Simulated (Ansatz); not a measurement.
# A series in volume scale on In

Plane-wave DFT, scalar-relativistic PAW made under PBE with cores redone for the functional, no dispersion; the given relaxed cell is scaled uniformly, energy at zero smearing counts from the unscaled cell, pressure at the given Fermi-Dirac smearing is positive in compression. The results are calculated, by Ansatz 0.2.0.

The cell before it is scaled or strained (space group Pm-3m, No. 221):
```
In
1.0
      3.0142     0.0000     0.0000
      0.0000     3.0142     0.0000
      0.0000     0.0000     3.0142
In
1
Direct
  0.00000 0.00000 0.00000
```

Settings of every row: spin polarised no; functional PBEsol; wave cutoff 420 eV; smearing width 0.1 eV; k mesh 12x12x12.

Atom starting moment: 0 on all atoms.

Limits: the cell comes from a prototype or a list of computed structures and needn't be the stable phase.

| row | volume scale | V (Å³/atom) | pressure (GPa) | energy change per atom (meV) |
| --- | --- | --- | --- | --- |
| 1 | 0.88 | 24.099 | 7.16 | 62.99 |
| 2 | 0.92 | 25.194 | 4.15 | 24.73 |
| 3 | 0.96 | 26.29 | 1.76 | 4.98 |
| 4 | 1.04 | 28.481 | -1.52 | 6.35 |
| 5 | 1.08 | 29.576 | ? | ? |
| 6 | 1.12 | 30.671 | -3.36 | 41.64 |

Question: what pressure and energy change per atom should row 5 give?

Worked fit of pressure. Take u = (V_r/V)^(2/3) − 1 with V_r = 26.29 Å³ an atom, which is twice the finite (Eulerian) strain; such expansions in the strain, on which the Birch-Murnaghan equation of state is built, carry the rest volume and the bulk modulus. The shown rows have u = 0.05973, 0.0288, 0, -0.05197, -0.09765. Least squares give pressure = 1.767 + 75.9 × u + 240 × u² GPa; a straight line predicts inner rows, each left out in turn, worse (root mean square 0.68 against 0.013 GPa). The rows lie off it by 0.00, 0.00, -0.01, 0.01, 0.00. The pressure vanishes at u = -0.0253, or V = 27.32 Å³ an atom, and there the bulk modulus at fixed shape and fractions is B = −V dP/dV = (2/3)(1 + u) dP/du = 41.4 GPa. The withheld row has u = -0.07551, so the fit gives 1.767 + 75.9 × (-0.07551) + 240 × (-0.07551)² = -2.60 GPa.

The calculation gave -2.56 GPa. The fit lies 0.04 GPa (1.6 % of the value, 0.38 % of the column's range) below it; its largest miss of a shown row is 0.01 GPa.

Worked fit of energy change per atom. Take u = (V_r/V)^(2/3) − 1 with V_r = 26.29 Å³ an atom, which is twice the finite (Eulerian) strain; such expansions in the strain, on which the Birch-Murnaghan equation of state is built, carry the rest volume and the bulk modulus. The shown rows have u = 0.05973, 0.0288, 0, -0.05197, -0.09765. Least squares give energy change per atom = 5.598 + 447.7 × u + 8419.7 × u² meV; a straight line predicts inner rows, each left out in turn, worse (root mean square 24 against 1.6 meV). The rows lie off it by 0.61, -0.75, -0.62, 1.28, -0.53 (root mean square 0.8 meV). The withheld row has u = -0.07551, so the fit gives 5.598 + 447.7 × (-0.07551) + 8419.7 × (-0.07551)² = 19.80 meV.

The calculation gave 20.96 meV. The fit lies 1.16 meV (5.5 % of the value, 2 % of the column's range) below it; its largest miss of a shown row is 1.28 meV.
